For the energy of these eight-electron ions, non-relativistic Hartree-Fock with both first-order relativistic terms gives 93 to 95 % of the Dirac-Coulomb shift in the two ions where this was checked. The Darwin term alone has the wrong sign and is more than three times too large. For the mass shift, non-relativistic orbitals are good enough, but the pair term must be kept: it is 8 % of the kinetic energy in O and 13 % in S8+.

Two limits come first. The energies are averages over the 2p⁴ configuration, so they are not the levels that a spectroscopist measures. They also contain no electron correlation, which for neutral oxygen is roughly 0.3 hartree (a rough recalled value), several times the relativistic shift of that atom.

B-spline radial atomic code, version 1: all-electron non-relativistic Hartree-Fock at the radial basis limit, averaged over the configuration [He] 2s² 2p⁴, point nucleus. Σ runs over electron pairs i < j; the Darwin term is the electron-nucleus one. E(Dirac) is from four-component Dirac-Coulomb Hartree-Fock with the same averaging and a Fermi nucleus.

```
species   Z  charge (e)  kinetic energy (hartree)  <Σ p_i·p_j> (hartree m_e)  ratio to kinetic energy  first-order Darwin (hartree)  n(0) (bohr⁻³)  E(Dirac) − E(non-rel.) (hartree)
      O   8           0                    74.769                     -5.825                  -0.0779                        0.2086          311.7                          -0.05578
     F+   9           1                    98.780                     -8.914                  -0.0902                        0.3389          450.2                          -0.09280
   Ne2+  10           2                    126.31                     -12.63                  -0.1000                        0.5230          625.2                           -0.1462
   Mg4+  12           4                    191.90                     -21.96                  -0.1144                         1.106           1102                           -0.3201
   Al5+  13           5                    229.95                     -27.57                  -0.1199                         1.535           1412                           -0.4509
   Si6+  14           6                    271.51                     -33.81                  -0.1245                         2.080           1776                           -0.6187
    P7+  15           7                    316.57                     -40.68                  -0.1285                         2.757           2197                           -0.8299
    S8+  16           8                    365.13                     -48.17                  -0.1319                         3.589           2681                            -1.092
```

**The mass shift: keep the pair term**

In an atom at rest the nucleus carries the opposite of the electrons' total momentum. With nuclear mass M in electron masses, its kinetic energy is

E(recoil) = T/M + <Σ p_i·p_j>/M

where T is the electronic kinetic energy and the sum runs over pairs of electrons. The first part is the normal mass shift, the second the specific mass shift.

In Hartree-Fock the pair term comes from exchange alone. The direct part needs the mean momentum of an orbital, which is zero. Each pair of electrons with equal spin then contributes minus the square of the momentum matrix element between their orbitals, so the term cannot be positive. Momentum is a vector operator and connects only orbitals whose l differs by one, which here leaves 1s–2p and 2s–2p. By the same argument, an ion with only s electrons would have no pair term at this level, and every 2p electron brings a negative contribution of its own. The total need not become more negative with each electron added, though, because the extra screening spreads the 2p shell and weakens the contributions of the others.

For hydrogen-like orbitals the 2s–2p element vanishes, because 2s and 2p then have the same energy. For 1s and 2p functions with exponents a and b,

|<1s|p|2p>| = 8(ab)^(5/2)/(a + b)⁴

Take P7+. Further output of the same calculation gives <1/r> = 14.597 bohr⁻¹ for 1s and 2.9116 bohr⁻¹ for 2p. For single-exponent functions these mean a = 14.597 and b = 2 × 2.9116 = 5.823. The element is then 3.065, and its square 9.39. Each of the four 2p electrons has one 1s partner of equal spin, so the estimate is −4 × 9.39 = −37.6 hartree m_e. The table has −40.68. Nothing was fitted, and the estimate recovers 92 % of the value. In F+ the same recipe recovers only 77 %. The missing part must come from the 2s–2p element and from the true shape of the orbitals, and these numbers do not separate the two.

With bare nuclear exponents the formula becomes −0.312 Z², against T = 1.75 Z². A free quadratic fit to the eight pair terms has a leading coefficient of −0.315, within 1 % of that theory. Replacing Z by Z − 3.62, with the constant averaged over all eight rows, reproduces those same rows to between 2.9 % too large in magnitude (O) and 0.7 % too small (S8+). Taking the pair term as a fixed fraction of T fails, with errors from +42 % to −16 %. The share grows because T is dominated by the 1s electrons, which feel almost the whole nuclear charge, while the pair term depends on the well-screened 2p shell. As Z rises, screening matters less and the ratio moves towards the hydrogenic −0.178.

Leaving out the pair term overestimates the recoil energy by 0.0779/(1 − 0.0779), or 8 %, in O and by 15 % in S8+. As an energy it is tiny, from 0.2 to 0.8 millihartree, so it matters for isotope shifts and hardly at all for thermochemistry. These shares hold for total energies. In a transition most of the 1s kinetic energy cancels, and the pair term can weigh far more.

Dirac orbitals change the pair term by only 0.1 % in F+ and 0.5 % in P7+. Correlation is known to alter it too, by an amount that Hartree-Fock cannot tell, and is the more promising place to spend effort. Relativistic corrections to the recoil operator itself are a separate matter, which this comparison does not settle.

**The relativistic energy: two large terms that nearly cancel**

The Darwin term is computed from the electron density at the nucleus, n(0):

E(Darwin) = (π/2) α² Z n(0)

where α is the fine-structure constant. It is positive because it smears the electron's position and so weakens the attraction just where that is strongest. The mass-velocity term is negative: at a given momentum, a relativistic electron has less kinetic energy than p²/2 says. For a hydrogen-like 1s electron the two are +4/8 and −5/8 of α²Z⁴, which leaves −1/8. Spin-orbit coupling drops out to first order in the average over the configuration.

The further output shows the same cancellation in F+, where −0.425 and +0.339 hartree add up to −0.086. An error of 1 % in the mass-velocity term alone would thus shift the sum by 5 %. The two terms belong together and should come from the same well-converged orbitals.

The net shift, E(Dirac) − E(non-rel.), runs from −0.056 hartree in O to −1.09 hartree in S8+, roughly as Z to the power 4.3. The exponent exceeds the hydrogenic 4 because screening loses weight as Z grows.

**How large the next steps are**

For F+ the first-order sum is −86 millihartree and the Dirac-Coulomb shift −93. The Breit interaction (magnetic and retardation effects between electrons) then adds +11, and the estimated QED correction +7. For P7+ the corresponding numbers are −788.5, −830, +64 and +46.

The order of these steps holds a trap. With Breit and QED included, the shifts are −74 and −720.5 millihartree. Dirac-Coulomb misses these sums by 19 and 109 millihartree, the simpler first-order treatment by only 12 and 68. This is a cancellation of omissions and no sign of better physics. Theory offers a likely reason: the Dirac-Coulomb energy contains a Darwin-like term between electrons, which is negative and of the same order in α and Z as the positive Breit term. A crude estimate for the 1s pair gives it the right order of magnitude to explain much of the gap between first order and Dirac-Coulomb, but the numbers do not isolate it. The practical rule is to add Breit and QED whenever a total energy justifies the Dirac equation at all.

Each of these steps exceeds 1 kcal/mol, or 1.6 millihartree. That is a harsh standard for a total energy, since most of the shift sits in the 1s shell and cancels when only valence electrons change. In F+ the mean 2p orbital energy moves by 0.4 millihartree and the 2s energy by −3.7. In P7+ they move by about −7 and −49, so at high charge relativity shows even in valence energies. It is not the largest error there: the Hartree-Fock ionisation energy of P7+ lies 4.6 eV above the tabulated one, while the Dirac equation changes it by only 0.2 eV. The excess arises because the calculation connects two configuration averages instead of the two ground terms. That alone adds about 6 eV, or 6/25 of the Slater integral F² of the 2p shell. Missing correlation works the other way and offsets part of this: the ion with more electrons has more correlation energy, so leaving it out lowers the ionisation energy.

**What to choose**

For the mass part of isotope shifts, start from non-relativistic orbitals, keep both mass-shift terms, and put further effort into correlation.

To reproduce the Dirac-Coulomb shift to within a tenth, the two first-order terms are enough in both ions checked. They are still 16 % (F+) and 9 % (P7+) away from the sum with Breit and QED. An accurate total energy needs correlation as well, whichever of these levels is chosen.

For the splitting of the 2p shell, the non-relativistic spin-orbit constant already comes close to Dirac-Coulomb: it gives 2.6 millihartree in F+ against 2.8 from the Dirac orbitals, and 39 against 40 in P7+. Both leave out the Breit interaction, which lowers the splitting by several per cent in these two ions and must be added if that matters. Nor does the agreement promise a match with experiment: the non-relativistic constant is a bare central-field value without two-electron terms. In F+ it lies about 10 % above the measured interval between ³P₂ and ³P₁, and it makes the full spread of the ³P levels about 15 % too large. The runs carry a general warning that such values can be wrong by tens of per cent, and for P7+ no comparison with measured fine structure was made here.

For the density at the nucleus, use the Dirac calculation. It raises n(0) by 3 % in F+ and 8.5 % in P7+, a change that also includes the finite size of the nucleus, over which the Dirac value is averaged.

Cost hardly decides among these levels. The first-order terms are expectation values over orbitals that already exist and are nearly free. The Dirac calculation has four radial orbitals with two components each, in place of three with one. With equally many basis functions per component its matrices double in size, and diagonalising each takes about eight times the work, which is still little for one spherical atom. Correlation is the expensive step. The output below lists the fits, the errors row by row and the steps between levels.

Numerical output:

```
hydrogenic: sms=-0.3121Z^2, T=1.75Z^2, ratio -0.1784; 1 kcal/mol=1.59 mEh
hydrogenic: Darwin=1.125, net=-0.4010 (alpha^2 Z^4), Darwin/|net|=2.81
quadratic fit sms: -0.3148Z^2+2.262Z-3.77 (Z^2 coeff/theory 1.009); T: Z^2 coeff 1.7531
quadratic sms max residual 0.0040; rounding 0.0005 (O,F+), 0.005 (rest)
mean screening: sms 3.62, T 1.52, rel 0.92; mean ratio -0.1109
ion  ratio  sig_sms sig_T | sms err%: screened, const*T, bare Z^2
O     -0.0779  3.68  1.46 |    2.9   42.4    243
F+    -0.0902  3.66  1.49 |    1.4   22.9    184
Ne2+  -0.1000  3.64  1.50 |    0.7   10.9    147
Mg4+  -0.1144  3.61  1.53 |   -0.1   -3.1    105
Al5+  -0.1199  3.60  1.54 |   -0.3   -7.5     91
Si6+  -0.1245  3.59  1.54 |   -0.5  -10.9     81
P7+   -0.1285  3.58  1.55 |   -0.6  -13.7     73
S8+   -0.1319  3.58  1.56 |   -0.7  -15.9     66
ion D/a2Z4 rel/a2Z4 D/|rel| sig_rel err% | T/M sms/M (mEh) |rel|/recoil
O     0.956 -0.256  3.74  0.85  -4.0 |  2.56 -0.200    24
F+    0.970 -0.266  3.65  0.88  -2.1 |  2.85 -0.257    36
Ne2+  0.982 -0.275  3.58  0.90  -0.9 |  3.46 -0.346    47
Mg4+  1.002 -0.290  3.46  0.94   0.4 |  4.39 -0.502    82
Al5+  1.009 -0.296  3.40  0.95   0.7 |  4.67 -0.560   110
Si6+  1.017 -0.302  3.36  0.95   0.9 |  5.32 -0.662   133
P7+   1.023 -0.308  3.32  0.96   1.0 |  5.60 -0.720   170
S8+   1.028 -0.313  3.29  0.96   1.0 |  6.26 -0.826   201
power of Z: rel 4.29, Darwin 4.10, n(0) 3.10, sms 3.03, T 2.29
identity Darwin=(pi/2)a^2 Z n0 (built in): max dev 0.028%, rounding to 0.05%
F+ (further output, Eh): MV -0.4252 + Darwin = -0.0863, 93.0% of rel, remainder -0.0065
  Breit 0.0113 (12.2%), QED 0.0073 (7.9%), recoil 0.0026
  rel+Breit+QED -0.0742; off by: first order -0.0121, Dirac-Coulomb -0.0186
  crude sizes: 1s2 e-e Darwin -4e-03, 1s2 a^4Z^6 -2e-04, finite nucleus 3e-05
  single-exponent 1s-2p sms -6.84 = 77% of table
  Dirac vs nr: sms +0.11%, n(0) +3.2%
  eps shift (mEh): 2s -3.7, 2p avg +0.4; 2p split 2.8, 1.5*zeta 2.6
P7+ (further output, Eh): MV -3.5455 + Darwin = -0.7885, 95.0% of rel, remainder -0.0414
  Breit 0.0635 (7.7%), QED 0.0459 (5.5%), recoil 0.0049
  rel+Breit+QED -0.7205; off by: first order -0.0680, Dirac-Coulomb -0.1094
  crude sizes: 1s2 e-e Darwin -2e-02, 1s2 a^4Z^6 -4e-03, finite nucleus 3e-04
  single-exponent 1s-2p sms -37.57 = 92% of table
  Dirac vs nr: sms +0.47%, n(0) +8.5%
  eps shift (mEh): 2s -49.0, 2p avg -7.3; 2p split 40.0, 1.5*zeta 38.9
```
